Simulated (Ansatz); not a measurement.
## C: pressure and energy less free atoms against volume scale

Periodic Kohn-Sham DFT of a crystal at fixed atoms, scaled to volume_scale times the given cell; pressure positive in compression, energy less spherical unpolarised free atoms, largest_vzz the field gradient of largest size among the nuclei. The results are calculated, by Ansatz 0.2.0.

The cell before it is scaled or strained (space group Fd-3m, No. 227):
```
cell vectors (Å)
   0.0000     1.7858     1.7858
   1.7858     0.0000     1.7858
   1.7858     1.7858     0.0000
atoms (fractions of the cell vectors)
C   0.00000  0.00000  0.00000
C   0.25000  0.25000  0.25000
```

Settings of every row: method all-electron LAPW; functional PBE; relativity scalar; k mesh 13x13x13; filling fermi-dirac; smearing width 0.05 eV; basis error target 0.5 meV/atom; nucleus gaussian.

Atom start moment: 0 on all atoms.

```
row  volume scale  V (Å³/atom)  pressure (GPa)  energy less free atoms (eV/atom)
  1        0.9405        5.356          29.733                           -9.0713
  2          0.97        5.524          13.932                            -9.094
  3             1        5.695          -0.036                           -9.1013
  4          1.03        5.866               ?                                 ?
  5          1.06        6.037         -22.697                           -9.0759
```

Question: what pressure and energy less free atoms should row 4 give?

Worked fit of pressure. Take u = (V_r/V)^(2/3) − 1 with V_r = 5.6095 Å³ an atom, which is twice the finite (Eulerian) strain; such expansions in the strain, on which the Birch-Murnaghan equation of state is built, carry the rest volume and the bulk modulus. The shown rows have u = 0.03131, 0.01029, -0.01003, -0.04778. Least squares give pressure = 6.7028 + 687.874 × u + 1519.2 × u² GPa; a straight line predicts inner rows, each left out in turn, worse (root mean square 1.5 against 0.02 GPa). The rows lie off it by 0.004, -0.010, 0.008, -0.001 (root mean square 0.0067 GPa). The pressure vanishes at u = -0.0100, or V = 5.694 Å³ an atom, and there the bulk modulus at fixed shape and fractions is B = −V dP/dV = (2/3)(1 + u) dP/du = 434 GPa. The withheld row has u = -0.02937, so the fit gives 6.7028 + 687.874 × (-0.02937) + 1519.2 × (-0.02937)² = -12.190 GPa.

The calculation gave -12.165 GPa. The fit lies 0.025 GPa (0.048 % of the column's range) below it; its largest miss of a shown row is 0.010 GPa.

Worked fit of energy less free atoms. Take u = (V_r/V)^(2/3) − 1 with V_r = 5.6095 Å³ an atom, which is twice the finite (Eulerian) strain; such expansions in the strain, on which the Birch-Murnaghan equation of state is built, carry the rest volume and the bulk modulus. The shown rows have u = 0.03131, 0.01029, -0.01003, -0.04778. Least squares give energy less free atoms = −9.09952 + 0.3493 × u + 17.656 × u² eV/atom; a straight line predicts inner rows, each left out in turn, worse (root mean square 0.017 against 0.00012 eV/atom). The rows lie off it by 0.0000, 0.0001, -0.0001, 0.0000. Its lowest point lies at u = -0.0099, or V = 5.694 Å³ an atom, and the curvature there gives the bulk modulus at fixed shape and fractions, B = (4/9)(1 + u)² E″(u)/V = 433 GPa. The withheld row has u = -0.02937, so the fit gives −9.09952 + 0.3493 × (-0.02937) + 17.656 × (-0.02937)² = -9.0945 eV/atom.

The calculation gave -9.0946 eV/atom. The fit lies 0.0001 eV/atom (0.33 % of the column's range) above it, one unit of the last digit.
